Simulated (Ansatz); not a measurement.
**Redistribution: GaH2(CH3) + GaH(NH2)2 → GaH2(NH2) + GaH(CH3)(NH2)**

Species: GaH2(CH3), singlet; GaH(NH2)2, singlet; GaH2(NH2), singlet; GaH(CH3)(NH2), singlet. The partners trade CH3 for NH2; both sit on Ga, so the bond types are kept.

Shapes, held fixed at every level: PBE0-D4/def2-TZVP. Programs: Ansatz 0.2.0. Electronic energies: no zero-point or thermal term.

```json
{"level": "HF/def2-SVP", "kind": "Hartree–Fock", "ΔE (kJ/mol)": "-14.7", "less CCSD(T)/def2-TZVPP": "+6.6"}
{"level": "r2SCAN-D4/def2-TZVPP", "kind": "meta-GGA", "ΔE (kJ/mol)": "-22.8", "less CCSD(T)/def2-TZVPP": "-1.5"}
{"level": "r2SCAN0-D4/def2-TZVPP", "kind": "global hybrid", "ΔE (kJ/mol)": "-19.8", "less CCSD(T)/def2-TZVPP": "+1.5"}
{"level": "wB97X-V/def2-TZVPP", "kind": "range-separated hybrid", "ΔE (kJ/mol)": "-19.2", "less CCSD(T)/def2-TZVPP": "+2.1"}
{"level": "B2PLYP/def2-TZVPP", "kind": "double hybrid", "ΔE (kJ/mol)": "-21.7", "less CCSD(T)/def2-TZVPP": "-0.4"}
{"level": "MP2/def2-SVP", "kind": "perturbation theory", "ΔE (kJ/mol)": "-25.0", "less CCSD(T)/def2-TZVPP": "-3.7"}
{"level": "CCSD/def2-SVP", "kind": "coupled cluster or CI", "ΔE (kJ/mol)": "-24.7", "less CCSD(T)/def2-TZVPP": "-3.4"}
{"level": "CCSD(T)/def2-TZVPP", "kind": "coupled cluster or CI", "ΔE (kJ/mol)": "-21.3", "less CCSD(T)/def2-TZVPP": "0.0"}
```

The highest level, CCSD(T)/def2-TZVPP, gives ΔE = -21.3 kJ/mol; the levels span -25.0 to -14.7. The column of differences is taken from that level and isn't an error. No measured value is set beside it here. Relativity is left out for Ga. Outer-core shells of Ga are correlated in most correlated rows, in sets that cover them unevenly.

Every level favours the mixed products, with -21.3 kJ/mol at CCSD(T)/def2-TZVPP, so two amino groups on one gallium are worth less than the same groups spread over two centres. The likely reason is competition for π acceptance: three-coordinate Ga(III) has a single empty 4p orbital, and two nitrogen lone pairs on the same metal must share it. After the exchange each amino group has an acceptor orbital to itself, whereas methyl offers only weak hyperconjugation. Differences in σ-bond polarity may also contribute, and the total energies do not separate the two effects.

In the common def2-SVP basis, MP2 and CCSD nearly coincide and both lie well below Hartree–Fock, which suggests that correlation strengthens the preference and that most of this effect is already present at second order. The sign is therefore secure across the methods, its exact size less so. The result concerns isolated monomers and does not predict redistribution in the condensed phase, where aminogallanes readily associate through Ga–N bridges.
